Tin monoxide is built of flat sheets. Each sheet has a plane of oxygen atoms in the middle and tin atoms alternately above and below it. Every tin atom binds four oxygen atoms, and every oxygen atom binds two tin atoms above and two below. The cell holds two atoms of each kind, and the table gives its vibrations at the zone centre, calculated with the PBE density functional.

Zone-centre vibrations of SnO (space group P4/nmm, a = 3.868 Å, c = 5.073 Å), calculated with Ansatz 0.2.0 using PBE, scalar-relativistic PAW, a 420 eV plane-wave cutoff and a 10×10×8 k mesh. Each row is one level, with infrared intensity and static Raman activity summed over its degenerate modes. The frequencies don't include LO–TO splitting.

| row | phonon frequency (cm⁻¹) | degeneracy | infrared intensity ((D/Å)²/amu) | raman activity (Å^4/amu) | depolarisation ratio |
| --- | --- | --- | --- | --- | --- |
| 1 | 104.5 | 2 | 0 | 97.7 | 0.75 |
| 2 | 200.1 | 1 | 0 | 370 | 0.008215 |
| 3 | 239.6 | 2 | 60.4 | 0 | n/a |
| 4 | 326.5 | 1 | 0 | 25.3 | 0.75 |
| 5 | 369.7 | 1 | 24.3 | 0 | n/a |
| 6 | 429.0 | 2 | 0 | 0.88 | 0.75 |

Infrared intensity measures how strongly a vibration changes the electric dipole. Raman activity measures how strongly it changes the polarisability, the ease with which a field displaces the electrons. The depolarisation ratio compares light scattered with crossed and with parallel polarisation from randomly oriented crystallites. "Vertical" means across the sheets.

**(a) Why does no level appear in both spectra, and what does the infrared part mean for a transistor channel made of SnO?**

*Solution.* The crystal has inversion centres, and inversion swaps the two tin atoms with each other and the two oxygen atoms with each other. If the partners in each pair move oppositely, inversion leaves the pattern unchanged. The dipole then can't change, but the polarisability can. If partners move together, inversion reverses the pattern, the polarisability change cancels and a dipole may remain.

Each pair can move oppositely in three directions, which gives six Raman-active motions. Moving together gives another six, but three of these merely carry the whole crystal along. Three infrared-active motions remain. The degeneracies in the table add up to the same six and three, and the calculated displacements show the same patterns.

In both infrared levels tin moves against oxygen, sideways in row 3 and vertically in row 5. Row 3 contains two equal motions, so each has an intensity of 60.4/2 = 30.2, against 24.3 for row 5. The modest difference comes from the Born charge, the dipole created per unit displacement, which is somewhat larger within the sheet.

For a p-type SnO channel the frequency matters more than this intensity. A static field shifts the ions further when the restoring force is weak, so their part of the permittivity goes as intensity divided by frequency squared. The soft row 3 thus gives 14.8 within the sheets, while row 5 gives only 5.0 across them. The large contribution of row 3 helps to screen charged defects, but the longitudinal form of the same vibration, which lies higher in frequency and isn't in the table, also scatters the carriers. The calculation doesn't weigh one effect against the other.

**(b) Rows 2, 4 and 5 all shift tin vertically against oxygen. Estimate the frequencies of rows 2 and 5 from row 4, as if each bond were an independent spring. What does the result reveal?**

*Solution.* A vertical shift of tin against oxygen by a given amount changes the length of each bond equally in the three rows. Only the pattern of lengthening and shortening differs. Independent equal springs don't notice the pattern, so all three motions would have the same stiffness, meaning the restoring force on an atom per unit shift. The frequency would then vary as 1/√(moving mass).

In row 4 only oxygen moves, with mass 16.0 amu. In row 5 both kinds move, and the reduced mass is 16.0 × 118.7/(16.0 + 118.7) = 14.1 amu. The estimate is 326.5 × √(16.0/14.1) ≈ 348 cm⁻¹, about 6 % below the calculated value.

In row 2 only tin moves, with mass 118.7 amu. The estimate is 326.5 × √(16.0/118.7) ≈ 120 cm⁻¹, but the calculation gives 200.1 cm⁻¹. The estimate is 40 % too low, because row 2 is 2.8 times as stiff as row 4. It is in fact the stiffest motion in the table, and only the weight of tin puts it second from the bottom in frequency.

The patterns suggest why. In rows 4 and 5 every oxygen atom has two bonds that lengthen while two shorten. It can strengthen its hold on the nearer tin atoms as it loosens its hold on the others, which lowers the cost. In row 2 the upper tin atoms rise as the lower ones sink, so all bonds lengthen at once and this relief is absent.

That argument is chemical, and the calculation doesn't isolate it. Row 2 also drives the tin atoms of neighbouring sheets towards each other, and their repulsion may add to the stiffness. PBE lacks the dispersion attraction between sheets and leaves them somewhat too far apart, so this contribution, and with it the frequency of row 2, is probably too low.

The sideways motions also lengthen some bonds while shortening others, and all are less stiff than row 2. The rule doesn't put them in order among themselves, however. Row 6 is much stiffer than rows 1 and 3, perhaps because neighbouring oxygen atoms move against each other there.

**(c) At equal polarisability change, a light atom gives more Raman activity than a heavy one. Why, then, do the tin motions of rows 2 and 1 outshine the oxygen motions of rows 4 and 6?**

*Solution.* Start with rows 1 and 6. Both are sideways motions of the same symmetry, and both change the polarisability in the same way, by tilting its axes. The main difference is the moving atom: tin in row 1, oxygen in row 6. With mass and degeneracy taken out, moving a tin atom changes the polarisability by about 12 Å³ per Å, whereas the value for row 6, where almost only oxygen moves, is smaller than the numerical uncertainty of about 0.5.

The large response therefore belongs to the motion of tin. A likely reason is tin's lone pair, which sits on the outside of the sheet and is loosely held. The electronic states next to the band gap also depend on the distances from tin to its neighbours. The calculation doesn't split the response into such parts.

The step from row 1 to row 2 keeps the atom and changes the pattern. Two limiting cases help to read it. If the polarisability grows equally in all directions, the depolarisation ratio ρ is 0. If growth along some directions is balanced by loss along others, ρ is 0.75. Between these limits the isotropic share of the activity is (3 − 4ρ)/(3 + 3ρ).

Row 2 has ρ = 0.0082, so 98 % of its activity is isotropic. This fits a motion in which all bonds lengthen together: their effects on the polarisability share one sign and add up. Without that isotropic part, only about 7 of its 370 Å⁴/amu would remain, less than row 4 has. The response per Å is about 22 Å³, nearly twice that of row 1.

Row 4 shows the opposite limit. One oxygen atom rises and the other sinks, so the bonds running along one axis of the sheet lengthen while those along the other shorten. The polarisability rises along one axis and falls equally along the other, and ρ is 0.75. In row 5 the bonds above the oxygen plane shorten while those below lengthen, and the total change is zero. The same bookkeeping of long and short bonds thus fits a strong, a weak and an absent Raman line, though it doesn't predict how weak the line of row 4 is.

The order 2, 1, 4, 6 is safe within the numerical uncertainty, but not every value is. The activity of row 4 is uncertain by about a third, and that of row 6 can't be told from zero. PBE also tends to make band gaps too small, which probably exaggerates the electronic response. These are activities in a static field, so a visible laser that comes near an electronic transition may change the relative heights of the lines.

The output below lists the stiffness and the polarisability change of every level.

The analysis program printed:

```
Motions with mass taken out:
  row  moving mass (amu)  stiffness (eV/A^2)  polarisability change (A^3 per A)
    1              118.7               4.767                              11.75
    2              118.7               17.48                              21.88
    3               14.1               2.976                                  0
    4                 16               6.272                              3.104
    5               14.1               7.086                                  0
    6                 16               10.83                             0.4094
Optical motions in all: 9
Raman-active motions: 6
Infrared-active motions: 3
Oxygen displacement in row 1 in percent of that of tin: 10.44
Stiffness of row 2 over row 1: 3.667
Stiffness of row 2 over row 4: 2.787
Row 2 frequency from the stiffness of row 4 (cm^-1): 119.9
Row 5 frequency from the stiffness of row 4 (cm^-1): 347.8
Raman activity of row 2 over row 1: 3.787
Raman activity of row 2 over row 4: 14.62
Isotropic share of the row 2 activity (percent): 98.1
Anisotropic rest of the row 2 activity (A^4/amu): 7.034
Uncertainty of the row 1 activity (percent): 9.103
Uncertainty of the row 4 activity (percent): 34.45
Infrared intensity of row 3 per component over row 5: 1.243
Squared ratio of in-plane to vertical Born charge: 1.242
Lattice part of the in-plane permittivity: 14.78
Lattice part of the vertical permittivity: 5.002
```
